# Maximum power point and fill factor of the ideal diode

## Premises and conventions

The cell is a two-terminal device in steady state at uniform temperature $T$. The terminal voltage $V$ is positive in forward bias. The current $I$ is counted positive when it flows out of the p-side terminal into the load, so $P = IV > 0$ is power delivered. The model rests on four premises.

1. **Dark law.** The dark forward current is $I_0[\exp(qV/nkT) - 1]$, with saturation current $I_0$ and ideality factor $n$ independent of $V$. Here $q$ is the elementary charge and $k$ the Boltzmann constant. For diffusion current with non-degenerate carriers in low injection, $n = 1$.
2. **Superposition.** Light adds a photocurrent $I_L$ independent of $V$. This holds when the minority-carrier equations are linear in the excess density and the collecting regions do not change with bias, because the response to generation and the response to the junction boundary condition then add.
3. **No series resistance**, so the junction voltage equals $V$.
4. **No shunt path.**

With the reduced voltage $v = qV/nkT$ these give

$$I(v) = I_L - I_0\,(e^{v} - 1). \tag{1}$$

The fill factor is $FF = V_m I_m/(V_{oc} I_{sc})$, where the subscript $m$ marks the maximum of $P$. Its value under the four premises is written $FF_0$.

## Step 1: eliminate the photocurrent

At $v = 0$, Eq. (1) gives $I_{sc} = I_L$. At open circuit $I = 0$. The reduced open-circuit voltage is abbreviated $u \equiv v_{oc} = qV_{oc}/nkT$, and

$$I_{sc} = I_0\,(e^{u} - 1). \tag{2}$$

Inserting Eq. (2) in Eq. (1) cancels the two constant terms $\pm I_0$:

$$I(v) = I_0\,(e^{u} - e^{v}) = I_0 e^{u}\,(1 - e^{v-u}). \tag{3}$$

The power is then $P = (nkT/q)\,I_0 e^{u}\,p(v)$ with

$$p(v) = v\,(1 - e^{v-u}). \tag{4}$$

The prefactor does not depend on $v$, so the position of the maximum depends on $u$ alone.

## Step 2: the stationarity condition

Differentiating Eq. (4) twice,

$$p'(v) = 1 - (1+v)\,e^{v-u}, \qquad p''(v) = -(2+v)\,e^{v-u}. \tag{5}$$

On $0 \le v \le u$, $p'' < 0$, so $p$ is strictly concave. Since $p'(0) = 1 - e^{-u} > 0$ and $p'(u) = -u < 0$, there is exactly one stationary point $0 < v_m < u$, and it is the maximum. Setting $p'(v_m) = 0$,

$$(1 + v_m)\,e^{v_m} = e^{u}, \qquad \text{equivalently} \qquad v_m = u - \ln(1 + v_m). \tag{6}$$

In circuit terms $dP/dV = 0$ reads $-dI/dV = I/V$: the small-signal conductance of the junction equals the conductance of the load.

## Step 3: closed form

The Lambert function is defined by $W(x)\,e^{W(x)} = x$. Multiplying Eq. (6) by $e$ and writing $w = 1 + v_m$ gives $w\,e^{w} = e^{u+1}$. For a positive argument there is one real solution, the principal branch, so

$$v_m = W\!\left(e^{u+1}\right) - 1. \tag{7}$$

Without a library routine, iterate $v_{j+1} = g(v_j) = u - \ln(1+v_j)$ from $v_0 = u$. The first iterate $v_1 = u - \ln(1+u)$ is positive because $\ln(1+u) < u$. The map $g$ is decreasing and sends $[v_1, u]$ into itself, and there $|g'| = 1/(1+v) \le 1/(1+v_1) < 1$. The iteration therefore converges. Its iterates lie alternately below and above $v_m$, and near the root the distance shrinks by $1/(1+v_m)$ per step.

## Step 4: current and fill factor

Equation (6) gives $e^{v_m - u} = 1/(1+v_m)$. Dividing Eq. (3) by Eq. (2), written as $I_{sc} = I_0 e^{u}(1 - e^{-u})$,

$$\frac{I_m}{I_{sc}} = \frac{v_m}{(1+v_m)\,(1 - e^{-u})}. \tag{8}$$

Multiplying by $V_m/V_{oc} = v_m/u$,

$$FF_0(u) = \frac{p(v_m)}{u\,(1-e^{-u})} = \frac{v_m^2}{(1+v_m)\;u\;(1 - e^{-u})}. \tag{9}$$

Equations (7) and (9) are exact for the model at every $u > 0$.

For $u \to 0$ the characteristic becomes a straight line with its maximum at $v = u/2$. A shift of $v_m$ from that point affects $p$ only at second order in the shift, so the first correction follows from evaluating at $u/2$: $e^u - e^{u/2} \approx u/2 + 3u^2/8$ and $e^u - 1 \approx u + u^2/2$ give $FF_0 \approx 1/4 + u/16$.

The slope of $FF_0$ is needed for sensitivities. Because $p'(v_m) = 0$, only the explicit dependence of Eq. (4) on $u$ counts: $d\,p(v_m)/du = v_m e^{v_m-u} = v_m/(1+v_m)$. Differentiating Eq. (9) and using Eq. (8),

$$\frac{dFF_0}{du} = \frac{I_m/I_{sc} - FF_0}{u} - \frac{FF_0}{e^{u}-1}. \tag{10}$$

## Step 5: where the explicit fit comes from

Operate the cell at the first iterate $v_1$ instead of $v_m$. There $e^{v_1 - u} = 1/(1+u)$, so $p(v_1) = v_1 u/(1+u)$, and the normalised power is

$$FF_1 = \frac{u - \ln(u+1)}{(u+1)\,(1 - e^{-u})} < FF_0. \tag{11}$$

The inequality is strict because $v_1 \ne v_m$, so $FF_1$ is a rigorous lower bound.

The deficit is second order in $\delta = v_m - v_1$. Subtracting the definition of $v_1$ from Eq. (6), and using $1 + u = w + \ln w$,

$$\delta = \ln\frac{1+u}{1+v_m} = \ln\!\left(1 + \frac{\ln w}{w}\right).$$

A Taylor expansion of $p$ about $v_m$, with $p''(v_m) = -(2+v_m)/(1+v_m)$ from Eqs. (5) and (6), gives

$$FF_0 - FF_1 \approx \frac{2+v_m}{2\,(1+v_m)}\;\frac{\delta^2}{u\,(1-e^{-u})}. \tag{12}$$

For large $u$, $\delta \to \ln u/u$ and the deficit falls as $(\ln u)^2/2u^3$.

The empirical expression of Green (1981) makes two changes to Eq. (11). It drops the factor $1 - e^{-u}$, and it replaces the 1 inside the logarithm by a fitted constant $a = 0.72$:

$$FF_{\rm fit} = \frac{u - \ln(u + 0.72)}{u+1}. \tag{13}$$

Adding and subtracting $FF_1(1-e^{-u})$ splits the departure from the exact result into three terms with no approximation:

$$FF_{\rm fit} - FF_0 = \frac{1}{u+1}\ln\frac{u+1}{u+a} \;-\; (FF_0 - FF_1) \;-\; FF_1 e^{-u}. \tag{14}$$

The first term is positive and falls as $(1-a)/u^2$. It compensates the second, which falls as $(\ln u)^2/2u^3$, and the third, which is exponentially small. The functional forms differ, so one constant cannot cancel them at all $u$. Solving $[u - \ln(u+a)]/(u+1) = FF_0$ for $a$ gives the constant that would be exact at a given $u$:

$$a^*(u) = \exp[u - (u+1)FF_0] - u. \tag{15}$$

The same point appears in the large-$u$ expansions. Equation (11) gives $FF_1 = 1 - (1+\ln u)/u + \ln u/u^2 + \dots$, and by Eq. (12) $FF_0$ has the same terms through $u^{-2}$. Equation (13) has $(\ln u + 1 - a)/u^2$ as its third term. The asymptotically correct constant is $a = 1$, and 0.72 is a compromise for the practical range.

| $u$ | $v_m$ | $FF_0$ | $FF_1$ | $FF_{\rm fit}$ | $10^4(FF_{\rm fit}-FF_0)$ | $a^*$ |
|---|---|---|---|---|---|---|
| 5 | 3.4967 | 0.54750 | 0.53833 | 0.54267 | −48.3 | 0.557 |
| 10 | 7.8227 | 0.69363 | 0.69113 | 0.69344 | −1.9 | 0.698 |
| 15 | 12.4044 | 0.76527 | 0.76421 | 0.76532 | +0.5 | 0.732 |
| 20 | 17.1039 | 0.80796 | 0.80740 | 0.80804 | +0.9 | 0.758 |
| 30 | 26.6793 | 0.85718 | 0.85697 | 0.85726 | +0.8 | 0.796 |

The error of the fit against the exact solution changes sign between $u = 10$ and 15, where $a^*$ passes through 0.72. It then peaks between 20 and 25, below $10^{-4}$, and decays slowly. Towards small $u$ it grows quickly, and at $u \to 0$ the fit tends to $-\ln 0.72 = 0.329$ instead of $1/4$.

## Step 6: size of the leading neglected term

Series resistance sets the scale against which the error of the fit should be judged. With resistance $R_s$ the terminal voltage is $V_j(I) - IR_s$, where $V_j(I)$ inverts Eq. (3), so $P(I) = I\,V_j(I) - I^2R_s$. The ideal power is stationary at $I_m$, so to first order in $R_s$ the maximum changes by $-I_m^2R_s$. $V_{oc}$ is unchanged because no current flows. At short circuit the junction sits at $I_{sc}R_s$, and linearising the exponential in Eq. (1) changes $I_{sc}$ by the fraction $-r_s u/(e^u - 1)$, with $r_s = R_s I_{sc}/V_{oc}$. That fraction is negligible against $r_s$ for $u \gtrsim 10$. Dividing the power change by $V_{oc}I_{sc}$,

$$\Delta FF \approx -\left(\frac{I_m}{I_{sc}}\right)^2 r_s. \tag{16}$$

## Range of validity

- **Equations (6) to (10)** are exact for Eq. (1) at any $u > 0$. Their limits are those of the premises.
- **Equation (13)** reproduces $FF_0$ within $2\times10^{-4}$ for $u \ge 10$. The boundary is soft, and below it Eq. (9) should be used. At 300 K and $n = 1$, $u = 10$ means $V_{oc} = 0.2585$ V.
- **Constant $n$.** If depletion-region recombination adds a second exponential, the local ideality factor varies between $V_m$ and $V_{oc}$, and no single $u$ describes the curve. An $n$ extracted at $V_{oc}$ need not hold at $V_m$.
- **Statistics and injection.** The exponential dark law needs non-degenerate occupation, which requires $E_g - qV \gg kT$ and doping below degeneracy. The value $n = 1$ also needs excess carriers far below the doping.
- **Superposition** fails where collection depends on bias, as in drift-collected or barrier-limited structures.
- **Resistances** must be small by the measure of Eq. (16) and its shunt counterpart.

## Numerical illustration: germanium cell with $V_{oc} = 0.25$ V

The assumed inputs are $V_{oc} = 0.25$ V, $n = 1$ and $T = 300$ K. Current densities are scaled with an assumed $J_{sc} = 40$ mA/cm², an approximate one-sun figure that does not enter $FF_0$. All values are computed without intermediate rounding.

**Premises.** The compiled fundamental gap of Ge is 0.66 eV at 300 K (Wing 2021). Then $E_g - qV_{oc} = 0.41$ eV $= 15.9\,kT$, and $\exp[-(E_g - qV_{oc})/kT] = 1.3\times10^{-7}$, so the splitting of the quasi-Fermi levels is far from the gap. For a typical intrinsic density $n_i \approx 2\times10^{13}$ cm$^{-3}$ and an assumed base doping $N = 10^{17}$ cm$^{-3}$, the injection ratio at the junction edge at open circuit is $n_i^2 e^{u}/N^2 = 6.3\times10^{-4}$, which is low injection.

**Reduced voltage.** $kT/q = 25.852$ mV, so $u = 9.6704$ and $e^{-u} = 6.31\times10^{-5}$. The cell lies just below $u = 10$, which it would reach at the same $V_{oc}$ at 290.1 K. From Eq. (2), $J_0 = 2.5$ µA/cm².

**Maximum power point.** The iteration gives $v_1 = 7.303$, $v_2 = 7.554$ and $v_3 = 7.524$, closing by a factor 0.117 per step on the value of Eq. (7), $v_m = 7.5272$. Hence $V_m = 194.6$ mV and $V_m/V_{oc} = 0.77837$. Equation (8) gives $I_m/I_{sc} = 0.88278$, and the product is

$$FF_0 = 0.68713.$$

With the assumed $J_{sc}$, $J_m = 35.3$ mA/cm², the matched load is 5.51 Ω cm² and $P_m = 6.87$ mW/cm².

**The fit.** $\ln(u + 0.72) = 2.34089$, so $FF_{\rm fit} = 0.68690$. The error against the exact solution is $-2.30\times10^{-4}$, or $-0.033$ %. The lower bound is $FF_1 = 0.68445$. In units of $10^{-3}$ the three terms of Eq. (14) are $+2.49$, $-2.68$ and $-0.04$. The error is the small remainder of the first two terms, and the dropped factor $1 - e^{-u}$ supplies about a fifth of it. With $\delta = 0.2242$, the quadratic estimate of Eq. (12) gives 2.90 in the same units against the exact 2.68, the rest being higher order in $\delta$. The locally exact constant is $a^* = 0.69$.

**What the error is worth.** Equation (10) gives $dFF_0/du = 0.0202$, so the error of the fit equals a shift $\Delta u = 0.0114$. Since $u \propto V_{oc}/nT$, this corresponds to 0.29 mV in $V_{oc}$, to 0.35 K in the temperature used to reduce a given $V_{oc}$, or to 0.0012 in $n$. In Eq. (16), $(I_m/I_{sc})^2 = 0.779$ and $V_{oc}/J_{sc} = 6.25$ Ω cm², while the neglected fractional change of $I_{sc}$ is only $6.1\times10^{-4}\,r_s$. A series resistance of 1.8 mΩ cm² already lowers $FF$ by as much as the fit misses. An illustrative $R_s = 0.2$ Ω cm² gives $r_s = 0.032$ and $\Delta FF \approx -0.025$, about a hundred times more. An ideality factor $n = 2$ at the same $V_{oc}$ would give $u = 4.835$, just below the first row of the table, where the fill factor is much lower and the fit is no longer adequate.

The five figures above serve only to compare Eq. (13) with Eq. (9). For device work the result is $FF_0 \approx 0.687$ from either formula. This is the value of the ideal-diode model for the assumed $V_{oc}$, $n$ and $T$, not a property of germanium. Series resistance, shunt leakage and $n > 1$ all place a real cell with the same $V_{oc}$ below it.